**Addition energies of a hard-wall spherical dot with a central charge, N = 1 to 22**

The table holds chemical potentials, addition energies, highest eigenvalues, unpaired counts and rms radii from spin-polarised spherical Kohn-Sham LDA-PW92 runs (radks) at radius 4.51 bohr* and central charge 1. The program tests the picture of addition energy as charging cost plus level gap plus an exchange jump I·M, using 1/R, Slater integrals and levels of the bare sphere, and uniform-density Slater exchange, and it also checks Janak's midpoint rule and the exact one-electron energy. Within shells the addition energy lies between 1/R and the frozen-orbital integral, and the four exchange constants are 0.86 to 0.88 of the uniform model. Radius increments indicate a 2s¹1f¹ state at N = 20, which places the late peak at N = 19; the greedy filling may have missed a lower state. At N = 1 the LDA energy is 0.0241 hartree* above the exact value.

Hard-wall spherical dot of radius 4.51 bohr* with a central point charge of 1 e, computed with radks and Libxc 2 in spin-polarised LDA (PW92), effective atomic units. Shells are m-averaged and filled by a greedy search that can miss a lower state; levels are numbered by radial order for each l. Chemical potential is E(N)-E(N-1), addition energy E(N+1)+E(N-1)-2E(N).

## Analysis program

```python
# Table: spin-polarised spherical Kohn-Sham LDA-PW92 runs (radks) of a hard-wall dot, R = 4.51 bohr*,
# central charge 1, N = 1..22. Tested: addition energy = charging + level gap + exchange jump,
# Janak midpoint rule, radius increments, and the exact one-electron energy.
T = {
    'electrons': [1, 2, 3, 4, 5, 6, 7, 8, 9, 10, 11, 12, 13, 14, 15, 16, 17, 18, 19, 20, 21, 22],
    'chemical_potential': [-0.4682, 0.06319, 0.7546, 1.029, 1.312, 1.668, 1.937, 2.21, 2.751, 3.016, 3.282, 3.549, 3.816, 4.152, 4.412, 4.674, 4.937, 5.199, 5.594, 6.043, 6.302, 6.561],  # hartree*
    'unpaired_electrons': [1, 0, 1, 2, 3, 2, 1, 0, 1, 2, 3, 4, 5, 4, 3, 2, 1, 0, 1, 2, 3, 4],
    'rms_radius': [1.63, 1.938, 2.315, 2.505, 2.627, 2.72, 2.791, 2.848, 2.91, 2.961, 3.003, 3.04, 3.072, 3.102, 3.128, 3.151, 3.173, 3.192, 3.183, 3.203, 3.222, 3.24],  # bohr*
    'highest_eigenvalue': [-0.2427, 0.241, 0.8895, 1.17, 1.454, 1.801, 2.073, 2.348, 2.883, 3.149, 3.416, 3.683, 3.95, 4.282, 4.543, 4.805, 5.068, 5.331, 5.786, 6.172, 6.431, 6.69],  # hartree*
    'highest_level': ['1s up', '1s up', '1p up', '1p up', '1p up', '1p down', '1p down', '1p up', '1d up', '1d up', '1d up', '1d up', '1d up', '1d down', '1d down', '1d down', '1d down', '1d up', '2s up', '1f up', '1f up', '1f up'],
    'addition_energy': [None, 0.6914, 0.2748, 0.2828, 0.3558, 0.2686, 0.2738, 0.5407, 0.265, 0.2662, 0.2668, 0.2671, 0.3354, 0.2606, 0.2618, 0.2625, 0.2629, 0.3944, 0.4492, 0.2586, 0.2588, None],  # hartree*
}
import numpy as np
from scipy.linalg import eigh_tridiagonal
R = 4.51
N = [int(x) for x in T["electrons"]]
mu, ep, rr, M = (dict(zip(N, T[k])) for k in ("chemical_potential", "highest_eigenvalue", "rms_radius", "unpaired_electrons"))
A = {n: a for n, a in zip(N, T["addition_energy"]) if a is not None}
# typed from further outputs of the same runs: Kohn-Sham levels (spin up), 1d down, N=1 energy parts
KS = {1: {"1s": -0.242706, "1p": 0.281362, "2s": 0.470661, "1d": 0.656865},
      11: {"1s": 2.95358, "1p": 3.16003, "1d": 3.41555, "2s": 3.45948, "1f": 3.74613},
      16: {"1s": 4.36528, "1p": 4.54263, "1d": 4.78082, "2s": 4.86571, "1f": 5.09604}}
ddn = {11: 3.4635, 16: 4.80517}; EH, Exc = 0.320102, -0.296544
def solve(Z, n=6000):
    h = R/(n+1); r = h*np.arange(1, n+1); E = {}; F = {}
    for name, l, k in (("1s", 0, 0), ("2s", 0, 1), ("1p", 1, 0), ("1d", 2, 0), ("1f", 3, 0)):
        w, v = eigh_tridiagonal(1/h**2+l*(l+1)/(2*r**2)-Z/r, np.full(n-1, -0.5/h**2), select="i", select_range=(k, k))
        p = v[:, 0]**2; E[name] = w[0]; F[name] = 2*np.sum(p*(np.cumsum(p)-p/2)/r)
    return E, F
E0, F0 = solve(0.0); E1, F1 = solve(1.0)
print("Energies in hartree*, lengths in bohr*; rounding: A 0.00005, mu and eigenvalue above 1: 0.0005")
print("max |A - (mu(N+1)-mu(N))| = %.4f; mu(2)-mu(1) = %.4f" % (max(abs(A[n]-mu[n+1]+mu[n]) for n in A), mu[2]-mu[1]))
peaks = [n for n in A if n-1 in A and n+1 in A and A[n] > max(A[n-1], A[n+1])]
print("local maxima of A for N=3..20:", peaks, "; largest A at N =", max(A, key=A.get))
print("Charging level: 1/R = %.4f" % (1/R))
for s, rows in (("1p", (3, 4, 6, 7)), ("1d", (9, 10, 11, 12, 14, 15, 16, 17)), ("1f", (20, 21))):
    a = np.array([A[n] for n in rows])
    print(" %s mean A %.4f (%.4f-%.4f), 1/A %.2f, A*R %.2f, box F0 %.4f, A/F0 %.2f" % (s, a.mean(), a.min(), a.max(), 1/a.mean(), a.mean()*R, F0[s], a.mean()/F0[s]))
print(" F0 of 1s, 2s: box %.4f %.4f; with point charge %.4f %.4f" % (F0["1s"], F0["2s"], F1["1s"], F1["2s"]))
print(" N=3 to 21: A changes %+.1f%%, rms radius %+.1f%%, 1/rms %+.1f%%" % (100*(A[21]/A[3]-1), 100*(rr[21]/rr[3]-1), 100*(rr[3]/rr[21]-1)))
print(" drift of A: N=9-12 %+.4f, 12-14 %+.4f, 14-17 %+.4f" % (A[12]-A[9], A[14]-A[12], A[17]-A[14]))
print("Level gaps: excess of A | box | box+charge | Kohn-Sham up N=1, 11, 16")
ex = (("1s", "1p", "N=2 over A(3)", A[2]-A[3]), ("1p", "1d", "N=8 over neighbours", A[8]-(A[7]+A[9])/2),
      ("1d", "2s", "N=18 over A(17)", A[18]-A[17]), ("2s", "1f", "N=19 over A(20)", A[19]-A[20]),
      ("1d", "1f", "N=18+19 summed", A[18]+A[19]-A[17]-A[20]))
for a, b, lab, x in ex:
    ks = " ".join("%.3f" % (KS[n][b]-KS[n][a]) if b in KS[n] else "-" for n in KS)
    print(" %s-%s %s: %.3f | %.3f | %.3f | %s" % (a, b, lab, x, E0[b]-E0[a], E1[b]-E1[a], ks))
print("Exchange constant I = (jump or splitting)/unpaired; uniform Slater exchange value")
sp = {n: A[n]-(A[n-1]+A[n+1])/2 for n in (5, 13)}; sp.update({n: ddn[n]-KS[n]["1d"] for n in ddn})
c = 8/9*0.75*(3/np.pi)**(1/3)/((4*np.pi/3)**(1/3)*R); ns = sorted(sp); I = [sp[n]/M[n] for n in ns]
for n, i in zip(ns, I):
    print(" N=%d %s %.4f, M=%d, I %.4f, model %.4f, ratio %.2f" % (n, "1d splitting" if n in ddn else "jump in A", sp[n], M[n], i, c*n**(-2/3), i/(c*n**(-2/3))))
slope = np.polyfit(np.log(ns), np.log(I), 1)[0]
print(" fitted exponent of I in N: %.2f (model -0.67), four points" % slope)
print(" N=11: empty 1d down minus empty 2s up = %.4f" % (ddn[11]-KS[11]["2s"]))
inc = {n: n*rr[n]**2-(n-1)*rr[n-1]**2 for n in N[1:]}
print("Increment of N*rms^2 (bohr*^2; rounding up to %.2f)" % (2*2*22*rr[22]*0.0005))
print(" " + " ".join("%d:%.1f" % (n, inc[n]) for n in range(9, 23)))
print(" rms change N=18 to 19: %+.3f; falls at N =" % (rr[19]-rr[18]), [n for n in N[1:] if rr[n] < rr[n-1]])
print("Eigenvalue minus mu")
for part in (N[:11], N[11:]): print(" " + " ".join("%d:%.3f" % (n, ep[n]-mu[n]) for n in part))
same = (4, 5, 7, 8, 10, 11, 12, 13, 15, 16, 17, 18, 21, 22)  # rows where N-1 and N fill the same spin shell
res = {n: (ep[n]+ep[n-1])/2-mu[n] for n in same}; w = max(res, key=lambda n: abs(res[n]))
print(" midpoint rule, %d rows: worst residual %+.4f at N=%d (rounding up to 0.001)" % (len(same), res[w], w))
print(" 2*(eigenvalue-mu) against A: " + "; ".join("N=%d %.3f, %.4f" % (n, 2*(ep[n]-mu[n]), A[n]) for n in (10, 16, 19, 21)))
print(" 2*(eigenvalue-mu) for 1s: N=1 %.3f, N=2 %.3f" % (2*(ep[1]-mu[1]), 2*(ep[2]-mu[2])))
print("One electron: exact %.4f, LDA %.4f, error %+.4f (%.1f%%)" % (E1["1s"], mu[1], mu[1]-E1["1s"], 100*(mu[1]-E1["1s"])/abs(E1["1s"])))
print(" Hartree + xc = %+.4f; eigenvalue minus exact %+.4f; wall raises exact level from -0.5 by %.4f" % (EH+Exc, ep[1]-E1["1s"], E1["1s"]+0.5))
assert peaks == [5, 8, 13, 19]
assert -0.9 < slope < -0.45
assert inc[19] == min(inc[n] for n in range(9, 23)) and inc[20] > inc[18]
assert abs(res[w]) < 0.0015 and mu[1] > E1["1s"]
```

Running it gives:

```
Energies in hartree*, lengths in bohr*; rounding: A 0.00005, mu and eigenvalue above 1: 0.0005
max |A - (mu(N+1)-mu(N))| = 0.0009; mu(2)-mu(1) = 0.5314
local maxima of A for N=3..20: [5, 8, 13, 19] ; largest A at N = 2
Charging level: 1/R = 0.2217
 1p mean A 0.2750 (0.2686-0.2828), 1/A 3.64, A*R 1.24, box F0 0.3382, A/F0 0.81
 1d mean A 0.2641 (0.2606-0.2671), 1/A 3.79, A*R 1.19, box F0 0.3127, A/F0 0.84
 1f mean A 0.2587 (0.2586-0.2588), 1/A 3.87, A*R 1.17, box F0 0.2978, A/F0 0.87
 F0 of 1s, 2s: box 0.3960 0.4178; with point charge 0.6588 0.3784
 N=3 to 21: A changes -5.8%, rms radius +39.2%, 1/rms -28.2%
 drift of A: N=9-12 +0.0021, 12-14 -0.0065, 14-17 +0.0023
Level gaps: excess of A | box | box+charge | Kohn-Sham up N=1, 11, 16
 1s-1p N=2 over A(3): 0.417 | 0.254 | 0.553 | 0.524 0.206 0.177
 1p-1d N=8 over neighbours: 0.271 | 0.320 | 0.385 | 0.376 0.256 0.238
 1d-2s N=18 over A(17): 0.131 | 0.154 | -0.196 | -0.186 0.044 0.085
 2s-1f N=19 over A(20): 0.191 | 0.230 | 0.610 | - 0.287 0.230
 1d-1f N=18+19 summed: 0.322 | 0.384 | 0.414 | - 0.331 0.315
Exchange constant I = (jump or splitting)/unpaired; uniform Slater exchange value
 N=5 jump in A 0.0801, M=3, I 0.0267, model 0.0309, ratio 0.86
 N=11 1d splitting 0.0479, M=3, I 0.0160, model 0.0183, ratio 0.88
 N=13 jump in A 0.0715, M=5, I 0.0143, model 0.0163, ratio 0.88
 N=16 1d splitting 0.0244, M=2, I 0.0122, model 0.0142, ratio 0.86
 fitted exponent of I in N: -0.67 (model -0.67), four points
 N=11: empty 1d down minus empty 2s up = 0.0040
Increment of N*rms^2 (bohr*^2; rounding up to 0.14)
 9:11.3 10:11.5 11:11.5 12:11.7 13:11.8 14:12.0 15:12.1 16:12.1 17:12.3 18:12.2 19:9.1 20:12.7 21:12.8 22:12.9
 rms change N=18 to 19: -0.009; falls at N = [19]
Eigenvalue minus mu
 1:0.226 2:0.178 3:0.135 4:0.141 5:0.142 6:0.133 7:0.136 8:0.138 9:0.132 10:0.133 11:0.134
 12:0.134 13:0.134 14:0.130 15:0.131 16:0.131 17:0.131 18:0.132 19:0.192 20:0.129 21:0.129 22:0.129
 midpoint rule, 14 rows: worst residual +0.0008 at N=4 (rounding up to 0.001)
 2*(eigenvalue-mu) against A: N=10 0.266, 0.2662; N=16 0.262, 0.2625; N=19 0.384, 0.4492; N=21 0.258, 0.2588
 2*(eigenvalue-mu) for 1s: N=1 0.451, N=2 0.356
One electron: exact -0.4923, LDA -0.4682, error +0.0241 (4.9%)
 Hartree + xc = +0.0236; eigenvalue minus exact +0.2496; wall raises exact level from -0.5 by 0.0077
```
